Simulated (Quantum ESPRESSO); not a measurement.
# Spin moments and magnetic ordering energy of rocksalt NiO against volume, LDA+U (U = 6 eV)

NiO serves as the antiferromagnetic layer in exchange-biased stacks and spin-transport devices, where pressure, growth and thermal expansion all change its lattice spacing. A designer needs to know whether such changes act on the size of the nickel spins or on the energy that holds them in order. We calculated both at nine volumes, from 0.88 to 1.12 of a cell typed from the measured lattice constant. The magnetic energy here is the energy of the opposed order less that of the parallel order, per Ni atom, so a negative value favours opposed spins. The opposed order reverses half of the twelve nearest Ni neighbours and all six of the next shell, which is the pattern known from experiment.

## Set-up

One system, NiO (rocksalt, Fm-3m), 2 atom(s) a primitive cell, from cells typed from measured lattice constants. Quantum ESPRESSO 7.5, plane waves with GBRV 1.5 LDA pseudopotentials, cutoff 544 eV, Fermi-Dirac smearing of 0.05 eV, k meshes whose coarsest spacing along a reciprocal vector is 0.21 to 0.23 1/Å over all runs (2π included). Functional: LDA with Hubbard U (eV) Ni 6 on orthogonalised atomic projectors; collinear spins, no spin-orbit coupling. Atoms stay at fixed fractions of the cell and the mesh divisions are held. At each point the moments on Ni are started parallel, opposed (signs +-, cell doubled at q = (0,0,1/2) of the reciprocal vectors) and without spin polarisation. Of the opposed order at the middle point, it reverses 6 of 12 magnetic neighbours at 2.95 Å and 6 of 6 magnetic neighbours at 4.18 Å. Runs that did not converge or carry a known fault are not listed. The same in all rows: metal or insulator in the run from the parallel start, judged by its smearing entropy or density of states at the Fermi energy (a gap under a few smearing widths counts as a metal): insulator.

Notes on method and selection:

- Each state is what a run reaches from typed starting moments; only a few collinear orders were started, so the lowest found need not be the ground state. Spin-orbit coupling is left out of these energies, which are free energies at the smearing width. A magnetic atom is one that was given a starting moment.
- Site moments count the spin inside each program's own atomic sphere, so they depend somewhat on its radius and leave out the spin between the spheres.
- Under a Hubbard U the orbital state was not searched.
- Quantum ESPRESSO sets the radius of an element's spheres to about 0.41 of its shortest distance to a neighbour, so it changes from cell to cell and the site moment with it.
- A measured moment is set beside the table only where the run ends ferromagnetic and the measured order is ferromagnetic too.
- Runs that did not converge, have known faults or may not be shown are not listed, and runs on Ansatz's PAW sets soft_1 and soft_2 are kept to separate tables.

Columns:

- volume: cell volume over that of the given cell, shape kept.
- moment (μB): largest site spin moment reached from the parallel start.
- moment, opposed (μB): largest site spin moment reached from the opposed start.
- magnetic distance (Å): shortest distance between magnetic atoms.
- net moment (μB): net spin moment of that run per magnetic atom.
- E(opposed) - E(parallel) (meV): energy of the run from the opposed start less that of the parallel start, per magnetic atom (positive: parallel is favoured); blank where a pattern was lost.

Input lines of one member:

```
&SYSTEM
  ecutwfc = 40
  ecutrho = 280
  nbnd = 20
  occupations = 'smearing'
  smearing = 'fd'
  degauss = 0.00367493
  nspin = 2
  starting_magnetization(1) = 0.1111
  starting_magnetization(2) = 0
/
&ELECTRONS
  conv_thr = 4d-09
  mixing_beta = 0.3
/
K_POINTS automatic
12 12 12 0 0 0
HUBBARD {ortho-atomic}
U Ni-3d 6.0000
```

Command (options for logging and memory left out): `pw.x -in pw.in`

## Computed values

| member | volume | moment (μB) | moment, opposed (μB) | magnetic distance (Å) | net moment (μB) | E(opposed) - E(parallel) (meV) |
| --- | --- | --- | --- | --- | --- | --- |
| 0.88 | 0.88 | 1.67 | 1.58 | 2.830 | 2.000000 | −183.1 |
| 0.91 | 0.91 | 1.68 | 1.60 | 2.862 | 2.000000 | −165.9 |
| 0.94 | 0.94 | 1.69 | 1.61 | 2.893 | 2.000000 | −150.7 |
| 0.97 | 0.97 | 1.69 | 1.62 | 2.924 | 2.000000 | −137.3 |
| 1 | 1.00 | 1.70 | 1.63 | 2.954 | 2.000000 | −125.5 |
| 1.03 | 1.03 | 1.71 | 1.64 | 2.983 | 2.000000 | −115.1 |
| 1.06 | 1.06 | 1.71 | 1.65 | 3.012 | 2.000000 | −105.9 |
| 1.09 | 1.09 | 1.72 | 1.66 | 3.040 | 2.000000 | −97.7 |
| 1.12 | 1.12 | 1.72 | 1.67 | 3.067 | 2.000000 | −90.4 |

Least-squares fits to the whole series, with x = volume; R² and errors in the fitted variable (y, or ln y where the fit is in ln y):

| y | members | fit | R² | rms residual | leave-one-out rms | the same for the mean of the others |
| --- | --- | --- | --- | --- | --- | --- |
| net moment (μB) | 9 | y = 2.000 + 7.409×10⁻¹⁴ x − 3.568×10⁻¹⁴ x² | 0.00 | 3.8×10⁻¹⁴ | 1.1×10⁻¹⁵ | 0 (fit no better) |
| E(opposed) - E(parallel) (meV) | 9 | y = −1288.41 + 1944.07 x − 781.145 x² | 1.00 | 0.40 | 0.85 | 34 |

## The trend and its physics

The opposed order is lower at every volume, and its advantage shrinks steadily on expansion, from 183.1 to 90.4 meV per Ni, a factor of 183.1 / 90.4 = 2.03. For the two end rows ln(183.1 / 90.4) = 0.706 and ln(1.12 / 0.88) = 0.241, which gives a power law with exponent 0.706 / 0.241 = 2.93. Anchored at the given cell, it reads

$$\Delta E(v) = -125.5\,v^{-2.93}\ \text{meV per Ni},$$

with $v$ the relative volume. It meets all nine rows to within 0.6 meV, with an rms miss of 0.3 meV, where the mean of the other rows misses by 34 meV.

The mechanism is superexchange. Each Ni ion has two unpaired electrons in $e_g$ orbitals that point at the oxygens, and a straight Ni–O–Ni bridge joins it to each of its six next-shell neighbours. Opposed spins across the bridge allow more virtual hopping, which lowers the energy. The coupling goes as the fourth power of the Ni–O hopping $t$, so it falls quickly as the bond lengthens. In terms of distance the exponent is 3 × 2.93 = 8.8. The usual rough rule for hopping between p and d orbitals, $t \propto r^{-7/2}$, would alone give 4 × 7 / 2 = 14. A possible reason for the gentler fall is that compression also raises the cost of moving an electron from oxygen to nickel, through the stronger ionic potential, and this offsets part of the gain in $t$.

The moments hardly respond. The net moment of the parallel order stays at 2 μB per Ni, as it must in an insulator with two unpaired electrons per formula unit. The site moment rises by 0.05 μB in the parallel order and by 0.09 μB in the opposed one. Part of this rise may come from the integration sphere, which grows with the bond. At a given volume both orders share nearly the same sphere, and there the parallel moment exceeds the opposed one by 0.09 μB at 0.88 and by 0.05 μB at 1.12. This narrowing fits a weakening Ni–O covalency.

## Exceptions

The nine energies lie on one smooth curve, and the largest departures come from the shape of the fitted parabola. At volume 0.88 the parabola is about half a meV less negative than the table, and at 1.12 about half a meV more negative. The signs of the misses run in blocks along the series, as they do when a quadratic is laid over a curve that flattens like an inverse power. They therefore say nothing about a change of electronic state at either end.

The power law has its largest miss, 0.6 meV, at 0.88 as well, which is about 0.3 % of the value there.

The fit to the net moment has no physical content. Its volume coefficients are of order $10^{-14}$ μB, which is numerical rounding about a constant.

## Applications

**How much does the ordering energy change if the lattice constant grows by 1 %?**
The row at volume 1.03 is close to this case, since 2.983 / 2.954 = 1.010. The energy goes from −125.5 to −115.1 meV per Ni, a loss of 125.5 − 115.1 = 10.4 meV, or 10.4 / 125.5 = 8.3 %. This holds for equal expansion along all axes. A film strained only in its plane has unequal bonds and is not described by these rows.

**Which volume gives an ordering energy of −160 meV per Ni?**
The target lies between 0.91 (−165.9) and 0.94 (−150.7). Linear interpolation gives 0.91 + 0.03 × (165.9 − 160) / (165.9 − 150.7) = 0.92. The power law gives (160 / 125.5)^(−1/2.93) = 0.92 as well.

**Can exchange constants be read from the table?**
Only their sum can, if shells beyond the second are neglected. With an energy of $-J\,\mathbf{e}_i\cdot\mathbf{e}_j$ per pair and unit vectors $\mathbf{e}$, going from parallel to opposed order reverses three nearest and three next-shell pairs per Ni, so $\Delta E = 6(J_1 + J_2)$. At the given cell $J_1 + J_2$ = −125.5 / 6 = −20.9 meV. A third spin order would be needed to split the sum. In NiO the next-shell term is known to dominate, so the Néel temperature should follow the sum closely and rise by roughly 3 % for each 1 % of volume removed.

## Rules of thumb and their limits

Between 0.88 and 1.12 of the given volume, NiO keeps a net spin moment of 2 μB per Ni in the parallel order, and its site moments change little, while the ordering energy varies nearly as the inverse cube of the volume. Volume thus acts on the coupling between spins far more than on the spins themselves.

The absolute energies depend on the chosen U. A larger U makes virtual hopping more costly and would bring them nearer to zero; a smaller U would do the reverse. U was also held fixed, so any change of screening with volume is missing from the exponent. Letting the cubic cell shear would lower the opposed order slightly and make the difference a little more negative. Spin-orbit coupling would add an orbital moment along the spin, so the total moment on Ni would be larger than the spin part given here.

[Logs are printed without paths, hosts, clocks, repeated set-up lines and the standing remarks that a program may print on its own settings, such as how far it seeks lower states.]
